The tempting way to choose a method for PbS is to take the one whose gap agrees with experiment. The measured gap is roughly 0.4 eV at room temperature (a rough recalled value), and plain PBE gives 0.435 eV within seconds. On that evidence PBE would be the right level, and the more elaborate r2SCAN and GLLB-SC, which give larger gaps, would be steps backwards. The agreement is misleading, because the calculations omit spin-orbit coupling, an effect nearly as large as the gap itself.

Bulk PbS (Fm-3m) by several methods, without spin polarisation or spin-orbit coupling. Gaps and times are for single points on the r2SCAN-relaxed cell, volumes come from each method's own relaxation or energy curve, and bulk moduli are at fixed cell shape. Plane-wave PBE uses a 420 eV cutoff and an 8×8×8 k mesh (coarse settings: 260 eV, 4×4×4).

```
               name                 kind  band gap (eV)  volume per atom (Å³)  bulk modulus (GPa)  atoms computed  rough processor time, order of size (s)
PBE coarse-settings  low cutoff and mesh          0.473                   n/a                 n/a               2                                      0.6
                PBE            semilocal          0.435                27.104               52.80               2                                        2
    GFN1-xTB tblite        tight binding          0.051                   n/a                 n/a              64                                        2
    PBE sz-orbitals          small basis          0.369                   n/a                 n/a               2                                        3
    GFN2-xTB tblite        tight binding          0.955                   n/a                 n/a              64                                        3
            PBE SZV          small basis          0.291                24.868               82.10               2                                        3
             r2SCAN            semilocal          0.692                26.657               57.90               2                                        4
                PM7       semi-empirical          7.122                   n/a                 n/a              64                                        6
            GLLB-SC      model potential          1.155                   n/a                 n/a               2                                        8
           PBE DZVP          small basis          0.431                27.028               52.80               2                                        8
                PM6       semi-empirical          3.068                   n/a                 n/a              64                                        9
```

Four sizes of step are worth remembering. Loosening the numerical settings or cutting the basis to its minimum moves the PBE gap by a few hundredths to somewhat over a tenth of an eV. Changing the functional from PBE to r2SCAN moves it by about a quarter of an eV. GLLB-SC and the two tight-binding methods differ from PBE by about 0.4 to 0.7 eV, and the semi-empirical methods PM6 and PM7 by several eV. All these gaps were computed on the same cell, so the differences come from the methods and their settings, not from different bond lengths.

How much of this matters depends on the use. PbS serves in infrared photodetectors, where the gap E sets the longest wavelength λ that can be absorbed:

λ = h c / E

Here h is Planck's constant and c the speed of light. A small relative error in the gap becomes about the same relative error in the cut-off, so a detector designed to within 10 per cent near 3 µm needs the gap to about 0.04 eV. The coarse PBE settings use up nearly all of that allowance. The step from PBE to r2SCAN exceeds it about six times over and moves the cut-off from 2.9 to 1.8 µm.

The reason that PBE's good value can't be trusted lies in the states at the two band edges. In the PBE calculations with plane waves, both edges sit at the point L on the zone boundary. The top of the valence band is mainly sulfur 3p with some lead 6s, while the bottom of the conduction band is mainly lead 6p. Spin-orbit coupling mixes the orbitals of a p shell, and its strength grows steeply with nuclear charge. At L it couples the lowest lead 6p state to the 6p states above it, which pushes the conduction edge down by some tenths of an eV. The valence edge, built mainly from the p shell of a light atom and an s shell, moves much less.

This well-established effect would take away most or all of the PBE gap. The value in the table thus owes its good look to two errors of opposite sign: the functional makes the gap too small, and the omitted coupling leaves it too large. Temperature flatters it further. The gap of PbS widens on warming, unlike that of most semiconductors, and at low temperature, which is the fairer comparison for these calculations, the measured gap is only about 0.3 eV (also a rough recalled value). The same correction would bring the r2SCAN value of 0.692 eV down towards the measured range. That makes r2SCAN the better starting point for a gap, though only a calculation with spin-orbit coupling can show how close it comes. For other compounds the rule is to ask which atom supplies the band edge: a heavy atom with a p shell there makes spin-orbit coupling part of the level of theory, not a refinement.

Why the functionals differ can also be followed step by step. In PBE an electron moves in one potential, which is the same for filled and empty states. The true gap contains an extra term, the derivative discontinuity, which is the jump of that potential when an electron is added above the filled bands. PBE has no such jump, and its gaps are therefore usually too small. The energy in r2SCAN depends on the kinetic-energy density, and so on the orbitals themselves, which lets filled and empty states respond differently and recovers part of the jump.

GLLB-SC goes further and adds an explicit estimate of the jump, taken from the orbital energies. Its gap of 1.155 eV is so large that a spin-orbit correction of some tenths of an eV would still leave it well above experiment. A missed band edge isn't the cause. The run used a 6×6×6 mesh centred on the zone centre, which includes L, and it found both band edges there. For PbS the excess therefore counts against GLLB-SC, though one crystal can't settle how good the method is in general.

The basis is a separate choice from the functional, and the table shows its effect. With two functions for each valence shell plus polarisation functions (DZVP), PBE reproduces the plane-wave gap to within 0.004 eV, far closer than the detector needs. With a single function per shell, the two minimal bases lower the gap by 0.07 and 0.14 eV. The DZVP and SZV runs used a 5×5×5 mesh, however, against 8×8×8 for plane waves. If such a mesh is centred on the zone centre it steps over L, and a gap read from its points alone would come out too wide, so the close agreement of DZVP is firm only if its gap was taken at L. A possible reason, which these runs don't test, is that a sulfur atom which has taken up charge needs a wider 3p shell than a neutral one. If a single rigid function can't widen, the filled sulfur levels stay too high and the gap closes from below. Minimal bases can also place the empty bands badly, so the conduction edge may share the blame.

The minimal basis does more harm to the structure. SZV gives a volume 8 per cent below that of plane-wave PBE, with bonds almost 3 per cent too short, whereas DZVP agrees to 0.3 per cent in volume. A possible cause is basis superposition: atoms described by too few functions borrow those of their neighbours, and they gain more from this the closer they come. It remains a guess here, since no run separates the borrowed energy from real bonding. For a film grown on a crystalline substrate, an error of 3 per cent in bond length is as large as many lattice misfits that one would want to predict.

SZV also makes the crystal more than half as stiff again as PBE does, which looks like a second and worse failure. It is largely the volume error seen again. Let V be the volume per atom, P the pressure and B the bulk modulus, which is the resistance to a change of volume. Most solids stiffen under pressure at a nearly constant rate B′ = dB/dP, usually between 4 and 5. Since B = −V dP/dV, a small compression gives dB/B = −B′ dV/V, and adding up such steps from a reference volume V₀ with modulus B₀ gives

B = B₀ (V₀/V)^B′

The estimate treats a change of method as if it were only an added pressure. For SZV, starting from the PBE values and taking B′ = 5, it reads

B = 52.8 GPa × (27.104/24.868)^5 ≈ 81 GPa

The table has 82.1 GPa; with B′ = 4 the estimate falls to 75 GPa. For r2SCAN the same range of B′ gives 56 to 57 GPa against 57.9 GPa. No constant was adjusted to these rows, and in both cases the smaller volume accounts for most of the extra stiffness. Both computed moduli lie slightly above the estimated range. The method may also change the stiffness a little at equal volume, but computed pressures carry grid noise, and if the moduli rest on them such small differences mean little. The DZVP volume is too close to that of PBE to test the rule.

The practical lesson is to check the volume before the modulus. An error of 1 per cent in volume brings roughly 4 to 5 per cent in stiffness, so a method with poor bond lengths can't be expected to give good elastic properties. PBE and r2SCAN differ by less than 2 per cent in volume and by about 10 per cent in modulus. The measured volume is about 26 Å³ per atom (again rough and recalled), which favours r2SCAN, the more so because heat and zero-point motion, absent from the calculations, swell the real crystal slightly. That fits the general experience that PBE binds heavy-element solids too weakly, while r2SCAN uses the kinetic-energy density to tell kinds of bonding apart and corrects part of this.

Volume and gap are also linked. The valence edge at L is an antibonding mixture of sulfur 3p and lead 6s, so it rises when the bonds shorten, and the gap of PbS narrows under compression. PBE relaxed to its own, larger volume would therefore show a somewhat wider gap than the one in the table. A crystal relaxed with SZV would err in the opposite direction, since its contraction would narrow, and might even close, a gap that is already below the plane-wave PBE value. Relaxing with a sound method and then comparing gaps on that one cell keeps the two errors apart.

The tight-binding and semi-empirical methods fail for different reasons. GFN1-xTB makes PbS almost a metal with a gap of 0.051 eV, while its successor GFN2-xTB gives 0.955 eV. The two versions thus differ by about twice the PBE gap. Both describe the valence shells with few functions and take their parameters from molecules, so nothing ties them to the band edges of this crystal. Both were run on a repeated cell of 64 atoms at its zone centre only, but L folds onto that point, so leaving out L explains neither value. GFN2-xTB also puts more positive charge on lead, 0.65 against 0.43 elementary charges, and a more ionic description usually widens a gap; the two changes occur together, which falls short of showing that one causes the other.

PM6 and PM7 answer a different question. Their gap is the distance between orbital energies of Hartree-Fock type, in which an added electron meets the repulsion of all the others while these stay frozen in place. In a real crystal the surroundings polarise and make it cheaper to add or remove an electron. PbS is very polarisable, so neglecting this response costs a great deal, and the computed gaps of 3.1 and 7.1 eV are far too large for an infrared material. The difference of about 4 eV between the two methods shows how strongly the result also depends on the parameters.

Cost gives little reason to accept the weaker methods for this crystal. Every run took on the order of ten seconds or less, and such rough times can't rank the methods. Between the coarse and the converged PBE settings the number of distinct k points grows by a factor of 3.6 and the number of plane waves doubles, while the rough times differ about threefold; they are too uncertain to test how the cost scales. The approximate methods treated 64 atoms in a similar time, but that speed would help with large defects or surfaces only if the method first proved sound for the perfect crystal, and for the gap none of the four does.

For bond lengths and stiffness, converged PBE or PBE with the DZVP basis is adequate where a few per cent in volume and about 10 per cent in modulus are tolerable. Where they are not, r2SCAN is the better choice for bond lengths; for stiffness this is only expected, since no measured modulus was compared here. For a detector cut-off, none of the gaps in the table should be used as it stands. The sensible route is r2SCAN with spin-orbit coupling on a well-relaxed cell, checked against the gap of PbS measured at low temperature before it is applied to strained or alloyed material. For a detector at room temperature, the widening of the gap on warming has to be added. Tightening the mesh or the basis beyond the converged PBE settings would refine digits that the choice of functional and the omitted coupling have already made uncertain.
